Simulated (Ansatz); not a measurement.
# A series in volume scale on Pt

Results calculated with Ansatz 0.2.0, not measured. Free energy against uniform scaling of the volume at fixed shape and fractions; periodic cell, basis, potentials, k mesh and filling as listed.

The cell before it is scaled or strained (space group P6_3/mmc, No. 194):
```
Pt
1.0
      2.7607     0.0000     0.0000
     -1.3803     2.3908     0.0000
      0.0000     0.0000     4.7921
Pt
2
Direct
  0.66667 0.33333 0.75000
  0.33333 0.66667 0.25000
```

Settings of every row: functional PBEsol; dispersion none; potentials all-electron LAPW; k mesh 12x12x6; k shift 0x0x0; occupations methfessel paxton; smearing width 0.1 eV; spin none.

Limits: coarse k mesh, up to 40 meV an atom off; no spin-orbit coupling, which can matter with elements this heavy; the cell comes from a prototype or a list of computed structures and needn't be the stable phase.

| row | volume scale | V (Å³/atom) | energy above lowest point (meV/atom) |
| --- | --- | --- | --- |
| 1 | 0.94 | 14.866 | 4.5 |
| 2 | 0.96 | 15.182 | 0 |
| 3 | 0.98 | 15.498 | 7 |
| 4 | 1 | 15.815 | 24 |
| 5 | 1.02 | 16.131 | ? |
| 6 | 1.04 | 16.447 | 83.2 |
| 7 | 1.06 | 16.763 | 123.3 |

Question: what energy above lowest point should row 5 give?

Worked fit of energy above lowest point. Take u = (V_r/V)^(2/3) − 1 with V_r = 15.656 Å³ an atom, which is twice the finite (Eulerian) strain; such expansions in the strain, on which the Birch-Murnaghan equation of state is built, carry the rest volume and the bulk modulus. The shown rows have u = 0.03512, 0.02071, 0.00679, -0.00671, -0.03233, -0.04452. Least squares give energy above lowest point = 14.29 − 1264.6 × u + 27414 × u² + 18489 × u³ meV/atom; a parabola predicts inner rows, each left out in turn, worse (root mean square 0.35 against 0.035 meV/atom). All shown rows lie on it to the printed digit. Its lowest point lies at u = 0.0226, or V = 15.14 Å³ an atom, and the curvature there gives the bulk modulus at fixed shape and fractions, B = (4/9)(1 + u)² E″(u)/V = 282 GPa. Letting shape and atoms relax would as a rule lower it, by much in layered, chain or molecular crystals. The withheld row has u = -0.01973, so the fit gives 14.29 − 1264.6 × (-0.01973) + 27414 × (-0.01973)² + 18489 × (-0.01973)³ = 49.8 meV/atom.

The calculation gave 49.8 meV/atom. The fit meets it to the printed digit.
